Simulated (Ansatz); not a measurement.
**PH (SMILES [PH]): the electronic atomisation energy, rung by rung**

PH has 2 atoms, charge 0, and is taken as a triplet. SMILES: `[PH]`. The shape is that of a GFN2-xTB optimisation.

```csv
atom,x (Å),y (Å),z (Å)
P,0.0000,0.0000,0.0000
H,0.0000,0.0000,1.3991
```

Each level gives the electronic atomisation energy (eV). The values are calculated. Electronic energies at fixed atoms, without zero-point motion or spin-orbit coupling.

```tsv
level	kind	program	value (eV)	less FCI/cc-pVDZ
UHF/cc-pVDZ	Hartree–Fock	Ansatz	2.11	-0.66
USVWN5/cc-pVDZ	LDA	Ansatz	3.50	+0.73
UPBE/cc-pVDZ	GGA	Ansatz	3.13	+0.36
U-r2SCAN/cc-pVDZ	meta-GGA	Ansatz	3.14	+0.37
UB3LYP/cc-pVDZ	global hybrid	Ansatz	3.22	+0.45
UCAM-B3LYP/cc-pVDZ	range-separated hybrid	Ansatz	3.20	+0.43
UCCSDT/cc-pVDZ	coupled cluster or CI	Ansatz	2.77	0.00
FCI/3-21G	exact in the basis	Ansatz	2.20	-0.57
FCI/cc-pVDZ	exact in the basis	Ansatz	2.77	0.00
```

FCI/cc-pVDZ is exact within its basis and frozen core, so for wave-function methods in that basis the difference is their error; functionals converge differently with the basis, so for them it is only a difference. The values span 2.11 to 3.50 eV. High-level rows in very small sets aren't better than simpler rows in larger ones.

Forming the P–H bond pairs two electrons that were unpaired in the separate atoms, and their correlation accounts for much of the binding. Hartree–Fock leaves it out and recovers only 2.11 eV of the 2.77 eV found by FCI in the same basis. Coupled cluster with full triples matches FCI to the printed precision, as expected for a triplet with two parallel spins in the phosphorus π orbitals, which a single determinant describes well.

FCI in 3-21G gives just 2.20 eV, probably because that set lacks the polarisation functions needed for both the bond's charge distribution and its angular correlation. Even 2.77 eV is below the known bond strength of PH, and the likely cause is the remaining basis incompleteness rather than missing excitations. The gradient-corrected and hybrid functionals, at 3.13 to 3.22 eV, therefore can't be said to overbind on this evidence. LDA stands highest, in line with its familiar overbinding, which density-gradient terms reduce. Both hybrids lie above PBE, but they differ from it in more than exact exchange, so these rows don't isolate its effect.
